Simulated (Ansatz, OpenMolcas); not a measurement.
## C2H2F2 (vinylidene fluoride): methods side by side

The species is C2H2F2 (6 atoms), meant as a singlet with charge 0. SMILES: `C=C(F)F`. The shape is that of a PBE0-D4/def2-TZVP optimisation.

Quantity: the vertical ionisation energy (to the doublet cation), in eV. The values are calculated.

| level | kind | program | value (eV) | less CCSD(T)/aug-cc-pVDZ | CPU time (all runs) |
| --- | --- | --- | --- | --- | --- |
| BLYP/aug-cc-pVDZ | GGA | Ansatz | 10.22 | -0.27 | 19 s |
| revPBE/aug-cc-pVDZ | GGA | Ansatz | 10.22 | -0.27 | 16 s |
| M06-L/aug-cc-pVDZ | meta-GGA | OpenMolcas | 10.32 | -0.17 | 3.2 min |
| TPSS/aug-cc-pVDZ | meta-GGA | OpenMolcas | 10.22 | -0.27 | 3.1 min |
| BHLYP/aug-cc-pVDZ | global hybrid | Ansatz | 10.40 | -0.09 | 22 s |
| HSE06/aug-cc-pVDZ | range-separated hybrid | Ansatz | 10.41 | -0.08 | 23 s |
| PBE-QIDH/aug-cc-pVDZ | double hybrid | Ansatz | 10.52 | +0.03 | 27 s |
| RPA@PBE0/aug-cc-pVDZ | RPA | Ansatz | 10.50 | +0.01 | 33 s |
| MP2/aug-cc-pVDZ | perturbation theory | Ansatz | 10.53 | +0.04 | 9.5 s |
| CCSD(T)/aug-cc-pVDZ | coupled cluster or CI | Ansatz | 10.49 | 0.00 | 3.4 min |

Differences are taken from CCSD(T)/aug-cc-pVDZ for orientation; it has basis-set and higher-order errors of its own. The values span 10.22 to 10.53 eV. Times are those of the runs behind each value, whatever else they computed, on shared processors of several kinds: orders of magnitude only.

All the methods put the vertical ionisation energy in a narrow window, but the ordering is systematic. The GGAs and meta-GGAs lie lowest, the two hybrids come next at 10.40 and 10.41 eV, and PBE-QIDH, RPA and MP2 fall within 0.04 eV of the coupled-cluster value. The electron leaves the C=C π orbital, which mixes out of phase with the fluorine lone pairs. Fluorine's σ withdrawal stabilises this orbital while π donation pushes it back up, so the two effects largely offset each other and ionisation remains alkene-like despite the electronegative substituents.

The low semilocal values probably reflect over-stabilisation of a hole spread over the π system. The exact-exchange fraction alone does not set the result, however, since BHLYP, with much more of it than HSE06, gives practically the same energy. The closeness of MP2 to CCSD(T) suggests a cation without strong multireference character, but does not establish comparable accuracy for ionisation from the deeper fluorine lone-pair or σ levels.
